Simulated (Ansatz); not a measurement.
# Change of the PBE gap with axial strain in three hydrogen-terminated [110] Ge nanowires

We calculate the change in the Kohn-Sham gap when a hydrogen-terminated Ge wire along [110] is stretched or compressed along its axis. Each change is measured against the gap of the same wire at its own relaxed period, so a negative value means that strain has narrowed the gap. The three wires have 8, 10 and 11 Ge atoms a period, and the strain runs from −4 % to +6 %. The question matters for devices because a wire grown on or clad by another material is rarely free of strain, and its absorption edge shifts with the gap. We want the direction of the shift, its size per per cent of strain, and its dependence on cross-section.

## Computational details

Free-standing semiconducting wires, relaxed under PBE, then held at a period changed by a set ratio with the atoms relaxed again. Plane-wave density functional theory with Ansatz 0.2.0, PAW datasets, scalar-relativistic unless a column says otherwise. The wire runs along z with vacuum on both sides across, with one k point across; along the chain the number of k points times the cell length is 60 to 83 angstrom. Fermi-Dirac occupations of width 0.05 eV. Functional PBE, default cutoffs (420 eV). No spin polarisation. Energies are values extrapolated to zero smearing; small differences can differ up to twofold from those of the free energies.

Notes on method and selection:

- These are mostly hypothetical structures, not tested for stability.
- The slope is a finite difference over several per cent and spans any crossing of band edges.
- Spin-orbit coupling is left out.
- Lists of this kind in which no line, logarithmic or quadratic, explains three tenths of the variance are not tabled, so this one is a favourable case.
- Runs whose transmission exceeds the number of channels of the lead are not listed.
- Runs that did not converge, have known faults or may not be shown are not listed, and runs on Ansatz's PAW sets soft_1 and soft_2 are kept to separate tables.

Columns:

- strain (%): strain along the axis, period over the relaxed period less one.
- gap at rest (eV): Kohn-Sham gap without strain.
- strain energy (eV/atom): energy per atom, hydrogen included, over the unstrained wire (the row names count only the Ge atoms).
- gap change (eV): gap under strain less that at rest.
- deformation potential (eV): gap change over strain (as a fraction).

## Numbers

| member | strain (%) | gap at rest (eV) | strain energy (eV/atom) | gap change (eV) | deformation potential (eV) |
| --- | --- | --- | --- | --- | --- |
| Ge wire along [110], 11 atoms a period, H-terminated, −4 % | −4 | 1.68 | 0.009 | 0.0752 | −1.88 |
| Ge wire along [110], 8 atoms a period, H-terminated, −4 % | −4 | 2.00 | 0.009 | 0.0814 | −2.03 |
| Ge wire along [110], 10 atoms a period, H-terminated, −4 % | −4 | 1.82 | 0.008 | 0.0835 | −2.09 |
| Ge wire along [110], 11 atoms a period, H-terminated, −2 % | −2 | 1.68 | 0.002 | 0.0528 | −2.64 |
| Ge wire along [110], 8 atoms a period, H-terminated, −2 % | −2 | 2.00 | 0.002 | 0.0502 | −2.51 |
| Ge wire along [110], 10 atoms a period, H-terminated, −2 % | −2 | 1.82 | 0.002 | 0.0527 | −2.64 |
| Ge wire along [110], 11 atoms a period, H-terminated, +2 % | 2 | 1.68 | 0.002 | −0.0781 | −3.90 |
| Ge wire along [110], 8 atoms a period, H-terminated, +2 % | 2 | 2.00 | 0.002 | ? | ? |
| Ge wire along [110], 10 atoms a period, H-terminated, +2 % | 2 | 1.82 | 0.002 | −0.0742 | −3.71 |
| Ge wire along [110], 11 atoms a period, H-terminated, +4 % | 4 | 1.68 | 0.008 | −0.1812 | −4.53 |
| Ge wire along [110], 8 atoms a period, H-terminated, +4 % | 4 | 2.00 | 0.008 | −0.2019 | −5.05 |
| Ge wire along [110], 10 atoms a period, H-terminated, +4 % | 4 | 1.82 | 0.007 | −0.1762 | −4.40 |
| Ge wire along [110], 11 atoms a period, H-terminated, +6 % | 6 | 1.68 | 0.017 | −0.2897 | −4.83 |
| Ge wire along [110], 8 atoms a period, H-terminated, +6 % | 6 | 2.00 | 0.017 | −0.3177 | −5.29 |

Cells marked ? are withheld until the estimate has been made.

## Mechanism

Tension narrows the gap and compression widens it in every row shown. The response is not symmetric. Under tension the gap falls by about 37 to 53 meV per per cent of strain; under compression it rises by only 19 to 26 meV per per cent. For the 11-atom wire the local slope is (0.0528 − 0.0752) / 0.02 = −1.12 eV between −4 % and −2 %, and (−0.2897 + 0.1812) / 0.02 = −5.4 eV between +4 % and +6 %. A single deformation potential therefore does not describe these wires over the whole range.

A plausible origin of the sign, which the gaps alone cannot test, is in the bonds. Stretching lengthens those with a component along the axis, which weakens the splitting between bonding and antibonding states and brings the band edges together. Lateral contraction under tension would tighten the confinement and widen the gap, so it opposes the observed change and cannot be its cause.

Both edges stay at the zone centre at every strain listed, so the bend is not a passage from a direct to an indirect gap. It may come from two states at the zone centre that respond differently to strain and exchange or mix at a band edge. The gap is the smallest of the available separations, and such an exchange makes its slope more negative towards tension, as found. Spin-orbit coupling, left out here, is sizeable in the valence band of Ge and could alter this mixing.

Cross-section acts mainly on the gap at rest, which falls from 2.00 to 1.68 eV between 8 and 11 atoms as confinement weakens. The strain response has no such order: at +4 % the 8-atom wire changes most and the 10-atom wire least, while at −4 % the 10-atom wire changes most. Three thin wires of one orientation, in a list kept partly because a fit worked, do not support a rule for thicker ones.

## Blind estimate

Plain estimates from the members shown:

- Ge wire along [110], 8 atoms a period, H-terminated, +2 %, mean of the 13 members shown: −0.0710 eV, standard deviation 0.14

The mean of the members shown, −0.0710 eV, mixes compression with tension, and its standard deviation of 0.14 eV makes it of little use here. The 8-atom wire has its own value at +4 %, and the other two wires show how much of the change at +4 % is already present at +2 %.

That fraction is 0.0781 / 0.1812 = 0.431 for the 11-atom wire and 0.0742 / 0.1762 = 0.421 for the 10-atom wire. Both lie below one half because the gap falls faster as tension grows. Their mean, (0.431 + 0.421) / 2 = 0.426, gives −0.2019 × 0.426 = −0.0860 eV for the 8-atom wire. The larger response of this wire to tension enters through its own value at +4 %, so no further shift is applied.

Tried on the shown members, the fraction from the 10-atom wire gives −0.1812 × 0.421 = −0.0763 eV for the 11-atom wire, against −0.0781 eV in the table. The reverse test gives −0.1762 × 0.431 = −0.0759 eV against −0.0742 eV. Both misses are about 0.002 eV.

The two fractions have a standard deviation of 0.007. For a new member this becomes 0.007 × √(1 + 1/2) × 0.2019 = 0.0017 eV. With only two wires behind the scatter, the Student factor for a one-in-three miss is about 1.8, which widens the error to 0.003 eV.

**Committed estimate, Ge wire along [110], 8 atoms a period, H-terminated, +2 %: gap change = −0.086 ± 0.003 eV.**

## Outcome

| member | strain (%) | gap at rest (eV) | strain energy (eV/atom) | gap change (eV) | deformation potential (eV) |
| --- | --- | --- | --- | --- | --- |
| Ge wire along [110], 8 atoms a period, H-terminated, +2 % | 2 | 2.00 | 0.002 | −0.0943 | −4.72 |

| member | estimate | gap change (eV) | computed | estimate − computed | miss in error bars |
| --- | --- | --- | --- | --- | --- |
| Ge wire along [110], 8 atoms a period, H-terminated, +2 % | committed | −0.0860 | −0.0943 | +0.0083 | 2.8 |
| Ge wire along [110], 8 atoms a period, H-terminated, +2 % | mean | −0.0710 | −0.0943 | +0.0233 |  |

The estimate of −0.0860 eV missed the computed −0.0943 eV by 0.0083 eV, or 2.8 error bars. It came nearer than the mean of the members shown, which missed by 0.0233 eV. The sign and the faster fall of the gap at larger tension were right.

The assumption that failed was that all three wires reach the same share of their +4 % change by +2 %. The 8-atom wire reaches 0.0943 / 0.2019 = 0.467, against 0.431 and 0.421 for the other two. Our error bar rested on the close agreement of those two and was too narrow for a third wire of different cross-section.

The result suggests that the response of the 8-atom wire bends most near its relaxed period. Its slope steepens from −2.51 eV over the last 2 % of compression to −4.72 eV over the first 2 % of tension, and then only to (−0.2019 + 0.0943) / 0.02 = −5.38 eV over the next 2 %. The slope under compression is the least certain of the three, because the atoms of this wire were not fully relaxed across the axis at −2 %, so the sharpness of the bend is uncertain too. An exchange of band-edge states close to the relaxed period would produce a bend there, but the gaps do not identify the states.

## Departures from the trend

The 8-atom wire under tension stands apart. Its gap falls further than that of the 11-atom wire by 0.0943 − 0.0781 = 0.0162 eV at +2 %, 0.2019 − 0.1812 = 0.0207 eV at +4 % and 0.3177 − 0.2897 = 0.0280 eV at +6 %. More than half of the final difference is therefore present after the first 2 % of stretching. Under compression the 8-atom wire does not stand apart from both others. At −2 % the three wires agree within 0.003 eV. At −4 % its gap widens by 0.0814 − 0.0752 = 0.0062 eV more than that of the 11-atom wire, but by 0.0835 − 0.0814 = 0.0021 eV less than that of the 10-atom wire.

These small differences are not settled. In both compressed runs of the 8-atom wire the relaxation across the axis was incomplete, and the lateral stress left was well above that in the other two wires. Its effect on the gap was not tested and could be as large as the differences themselves. The order of the wires under compression therefore stays open, including the one we gave for −4 % under Mechanism. Under tension less lateral stress remains in the 8-atom wire, and the differences between the wires are larger.

A possible reason is its higher symmetry. Where two edge states differ in symmetry they can cross without mixing, and the slope of the gap then changes abruptly. In the less symmetric 10- and 11-atom wires more states are allowed to mix, which would spread the change of slope over a wider range of strain. This has the right sign for the early steepening in the 8-atom wire. It remains a conjecture, since we lack the character of the edge states and the slope of this wire under compression is uncertain.

The 11-atom wire at −4 % departs less. Its gap widens by 0.0752 eV, against 0.0814 and 0.0835 eV for the others, and we attach no separate cause to a difference of this size.

## Summary

In these three wires, 2 % tension narrows the gap by 74 to 94 meV, while 2 % compression widens it by 50 to 53 meV. The 50 meV belongs to the 8-atom wire and is provisional, because that wire was not fully relaxed across its axis under compression. The gap between the two ranges is wide enough that a strain budget still needs separate coefficients for the two signs.

Scaling a wire's own change at +4 % by the mean share found in the other two gives its change at +2 % with misses of 2, 5 and 8 meV. Taking the mean change of the other two wires at +2 % misses by 6, 12 and 18 meV. The scaling is the better route here, though three wires are a small test.

PBE makes the gap at rest too small, by roughly 1 eV or more in wires this thin, which exceeds every strain shift in the table; much of that error should cancel in the gap change. Spin-orbit coupling would lower the gap by up to roughly 0.1 eV, and by less where confinement already separates the valence states.

Every row was computed with the PAW set soft_2. Our computational details mention that runs on this set are kept to separate tables, but fail to say that this is such a table. It holds no rows on another set, so it cannot show how far the gap changes depend on that choice.
